**Electron affinity of Si across methods: spin components and hybrid mixing**

The table holds the electron affinity of silicon from unrestricted, non-relativistic total-energy differences in PySCF with an augmented quadruple-zeta basis, for Hartree-Fock, eight functionals, MP2 and SCS-MP2. The program compares each with the measured value corrected for spin-orbit coupling, solves MP2 and SCS-MP2 for the opposite- and same-spin correlation parts, predicts B2PLYP by linear mixing of exchange and correlation steps taken from other rows, and regresses the functionals on their share of exact exchange. Same-spin pairs supply 61 % of the 0.56 eV MP2 step, a split solved from the 0.18 eV by which SCS-MP2 lies below MP2 and so not tested by it. The mixing model misses B2PLYP by 0.03 eV, and its split between exchange and LYP correlation is ill-conditioned. The share of exact exchange explains little of the scatter ($R^2 = 0.17$), and only MP2 and MN15 come within 1 kcal/mol of the target.

Calculated values. Electron affinity of Si from total energies of Si- ([Ne] 3s2 3p3) and Si ([Ne] 3s2 3p2): PySCF 2.14.0, unrestricted orbitals, one real determinant in D2h, aug-cc-pV(Q+d)Z, non-relativistic, point nucleus. "Valence" means that 1s, 2s and 2p are frozen. The tabulated value is the measured 1.3895 eV (CRC and Andersen compilations), ground level to ground level.

## Program and output

```python
# Table: electron affinity of Si (Si- 3p3 -> Si 3p2), PySCF, unrestricted, non-relativistic, augmented QZ basis,
# HF / functionals / MP2. Tested: spin split of MP2 correlation, linear mixing of hybrids, exact-exchange rival.
T = {
    'method': ['HF', 'LDA', 'PBE', 'PBE0', 'r2SCAN', 'MN15', 'BLYP', 'M06', 'B2PLYP', 'MP2 valence', 'SCS-MP2 valence'],
    'rung': ['Hartree-Fock', 'LDA', 'GGA', 'global hybrid', 'meta-GGA', 'global hybrid', 'GGA', 'global hybrid', 'double hybrid', 'wave function', 'wave function'],
    'exx': [100, 0, 0, 25, 0, 44, 0, 27, 53, None, None],  # %
    'e': [0.85, 1.59, 1.49, 1.46, 1.53, 1.44, 1.23, 1.25, 1.27, 1.41, 1.23],  # eV
    'less_hf': [0.0, 0.74, 0.64, 0.61, 0.68, 0.59, 0.38, 0.4, 0.42, 0.56, 0.38],  # eV
    'err': [-0.54, 0.2, 0.1, 0.07, 0.14, 0.05, -0.16, -0.14, -0.12, 0.02, -0.16],  # eV
}
import itertools
import numpy as np
from scipy import constants as C
E = dict(zip(T['method'], T['e'])); X = dict(zip(T['method'], T['exx']))
tab = 1.3895      # eV, tabulated value from the caption
so = -0.015917    # eV, spin-orbit correction, further output of the same runs
# five-figure affinities (eV), further outputs of the same runs, used only for the splits into parts
F = dict(HF=0.84872, PBE=1.4933, PBE0=1.4564, BLYP=1.2284, B2=1.2672, MP2=1.4091, SCS=1.2263)
tgt = tab - so
kcal = C.calorie*1000/C.N_A/C.e; hc = C.h*C.c/C.e*1e9
print(f"basis 7s6p5d3f2g = {7+6*3+5*5+3*7+2*9} functions; table rounding +-0.005 eV; 1 kcal/mol = {kcal:.3f} eV")
print(f"tabulated {tab:.4f} eV (threshold {hc/tab:.0f} nm); target without spin-orbit {tgt:.3f} eV")
print(f"HF gap to target {tgt-F['HF']:.3f} eV = {100*(tgt-F['HF'])/tgt:.0f} % of target; MP2 - target {F['MP2']-tgt:+.3f} eV")
print("method | err vs tab eV | err vs target eV | % of target | % of HF gap recovered | threshold nm")
for m, e, d, er in zip(T['method'], T['e'], T['less_hf'], T['err']):
    print(f"{m:16s} {er:+.2f} {e-tgt:+.2f} {100*(e-tgt)/tgt:+4.0f} {100*d/(tgt-E['HF']):4.0f} {hc/e:5.0f}")
for tol in (0.2, 0.1, kcal):
    print(f"within {tol:.3f} eV of target:", ', '.join(m for m in E if abs(E[m]-tgt) <= tol))
def split(hf, mp2, scs):
    return np.linalg.solve([[1, 1], [1.2, 1/3]], [mp2-hf, scs-hf])
OS, SS = split(F['HF'], F['MP2'], F['SCS'])
cor = np.array([split(E['HF']+a, E['MP2 valence']+b, E['SCS-MP2 valence']+c)
                for a, b, c in itertools.product((-.005, .005), repeat=3)])
print(f"Model 1: MP2 step {OS+SS:.3f} = opposite-spin {OS:.3f} + same-spin {SS:.3f} eV (same-spin {100*SS/(OS+SS):.0f} %)")
print(f" from table rounding alone: OS {cor[:,0].min():.2f}-{cor[:,0].max():.2f}, SS {cor[:,1].min():.2f}-{cor[:,1].max():.2f} eV")
print(f" net per new pair: 1 opposite-spin {OS:.2f} eV, 3 same-spin {SS/3:.2f} eV each")
print(f" SCS - MP2 {F['SCS']-F['MP2']:+.3f} = 0.2 OS {0.2*OS:+.3f} and -2/3 SS {-2*SS/3:+.3f} eV")
x = (F['PBE']-F['PBE0'])/(X['PBE0']/100); cp = F['PBE']-F['HF']-x; cl = F['BLYP']-F['HF']-x
a = X['B2PLYP']/100; w = 0.27; mp = F['MP2']-F['HF']   # w: PT2 share in the definition of B2PLYP
print(f"Model 2: PBE0 - PBE {F['PBE0']-F['PBE']:+.3f} eV -> GGA less exact exchange X {x:.2f}, PBE correlation {cp:.2f} eV")
print(f" PBE - BLYP {F['PBE']-F['BLYP']:.3f} eV; LYP step if B88 has the same X: {cl:.2f} eV")
pred = F['HF']+(1-a)*x+(1-w)*cl+w*mp
print(f" B2PLYP predicted {pred:.3f}, run {F['B2']:.3f}, residual {pred-F['B2']:+.3f} eV; PT2 term 0.27 x MP2 step {w*mp:.3f} eV")
print(f" PT2 step that would close it {mp+(F['B2']-pred)/w:.2f} eV ({100*(F['B2']-pred)/w/mp:+.0f} % on MP2)")
A = np.array([[1, 1], [1-a, 1-w]])
x2, c2 = np.linalg.solve(A, [F['BLYP']-F['HF'], F['B2']-F['HF']-w*mp])
print(f" from BLYP and B2PLYP alone: X {x2:.2f}, LYP {c2:.2f} eV (condition number {np.linalg.cond(A):.0f})")
print(f" B2PLYP - BLYP {F['B2']-F['BLYP']:+.3f} eV; MP2 - B2PLYP {F['MP2']-F['B2']:+.3f} eV")
D = [m for m in E if X[m] is not None and m != 'HF']   # HF left out: it has no correlation
xs = np.array([X[m] for m in D], float); ys = np.array([E[m] for m in D])
s, b = np.polyfit(xs, ys, 1); r = s*xs+b-ys; R2 = 1-r.var()/ys.var()
print(f"Rival: EA = {b:.2f} {100*s:+.2f} x share eV, R2 {R2:.2f}, rms {r.std():.2f} eV (scatter about mean {ys.std():.2f})")
print(" fit - table eV:", ', '.join(f"{m} {v:+.2f}" for m, v in zip(D, r)))
print(f" worst {D[int(np.argmax(abs(r)))]}; on HF (not fitted) {b+100*s-E['HF']:+.2f} eV")
z = [E[m] for m in D if X[m] == 0]
print(f" spread at 0 % exact exchange {max(z)-min(z):.2f} eV; all functionals {ys.max()-ys.min():.2f} eV; MN15 - M06 {E['MN15']-E['M06']:.2f} eV")
fam = {'gas-based correlation': ['LDA', 'PBE', 'PBE0', 'r2SCAN'], 'LYP': ['BLYP', 'B2PLYP'], 'Minnesota': ['MN15', 'M06']}
for k, v in fam.items():
    d = [E[m]-tgt for m in v]
    print(f" {k}: mean err {np.mean(d):+.2f} eV, range {min(d):+.2f} to {max(d):+.2f}")
print(f"functionals: mean err {np.mean(ys-tgt):+.2f}, mean abs err {np.mean(abs(ys-tgt)):.2f} eV")
print(f"steps eV: LDA->PBE {E['PBE']-E['LDA']:+.2f}, PBE->r2SCAN {E['r2SCAN']-E['PBE']:+.2f}, HF->MP2 {E['MP2 valence']-E['HF']:+.2f}")
print("cost on doubling size: N^3 x8, N^4 x16, N^5 x32")
assert cor[:, 1].min() > cor[:, 0].max() > 0
assert all(E[m] < tgt for m in fam['LYP']) and all(E[m] > tgt for m in fam['gas-based correlation'])
assert R2 < 0.5 and 0 < x < cp
assert min(E, key=lambda m: abs(E[m]-tgt)) == 'MP2 valence'
```

Printed output:

```
basis 7s6p5d3f2g = 89 functions; table rounding +-0.005 eV; 1 kcal/mol = 0.043 eV
tabulated 1.3895 eV (threshold 892 nm); target without spin-orbit 1.405 eV
HF gap to target 0.557 eV = 40 % of target; MP2 - target +0.004 eV
method | err vs tab eV | err vs target eV | % of target | % of HF gap recovered | threshold nm
HF               -0.54 -0.56  -40    0  1459
LDA              +0.20 +0.18  +13  133   780
PBE              +0.10 +0.08   +6  115   832
PBE0             +0.07 +0.05   +4  110   849
r2SCAN           +0.14 +0.12   +9  122   810
MN15             +0.05 +0.03   +2  106   861
BLYP             -0.16 -0.18  -12   68  1008
M06              -0.14 -0.16  -11   72   992
B2PLYP           -0.12 -0.14  -10   76   976
MP2 valence      +0.02 +0.00   +0  101   879
SCS-MP2 valence  -0.16 -0.18  -12   68  1008
within 0.200 eV of target: LDA, PBE, PBE0, r2SCAN, MN15, BLYP, M06, B2PLYP, MP2 valence, SCS-MP2 valence
within 0.100 eV of target: PBE, PBE0, MN15, MP2 valence
within 0.043 eV of target: MN15, MP2 valence
Model 1: MP2 step 0.560 = opposite-spin 0.220 + same-spin 0.340 eV (same-spin 61 %)
 from table rounding alone: OS 0.21-0.23, SS 0.32-0.35 eV
 net per new pair: 1 opposite-spin 0.22 eV, 3 same-spin 0.11 eV each
 SCS - MP2 -0.183 = 0.2 OS +0.044 and -2/3 SS -0.227 eV
Model 2: PBE0 - PBE -0.037 eV -> GGA less exact exchange X 0.15, PBE correlation 0.50 eV
 PBE - BLYP 0.265 eV; LYP step if B88 has the same X: 0.23 eV
 B2PLYP predicted 1.239, run 1.267, residual -0.028 eV; PT2 term 0.27 x MP2 step 0.151 eV
 PT2 step that would close it 0.67 eV (+19 % on MP2)
 from BLYP and B2PLYP alone: X 0.04, LYP 0.34 eV (condition number 10)
 B2PLYP - BLYP +0.039 eV; MP2 - B2PLYP +0.142 eV
Rival: EA = 1.46 -0.26 x share eV, R2 0.17, rms 0.12 eV (scatter about mean 0.13)
 fit - table eV: LDA -0.13, PBE -0.03, PBE0 -0.07, r2SCAN -0.07, MN15 -0.10, BLYP +0.23, M06 +0.14, B2PLYP +0.05
 worst BLYP; on HF (not fitted) +0.34 eV
 spread at 0 % exact exchange 0.36 eV; all functionals 0.36 eV; MN15 - M06 0.19 eV
 gas-based correlation: mean err +0.11 eV, range +0.05 to +0.18
 LYP: mean err -0.16 eV, range -0.18 to -0.14
 Minnesota: mean err -0.06 eV, range -0.16 to +0.03
functionals: mean err +0.00, mean abs err 0.12 eV
steps eV: LDA->PBE -0.10, PBE->r2SCAN +0.04, HF->MP2 +0.56
cost on doubling size: N^3 x8, N^4 x16, N^5 x32
```
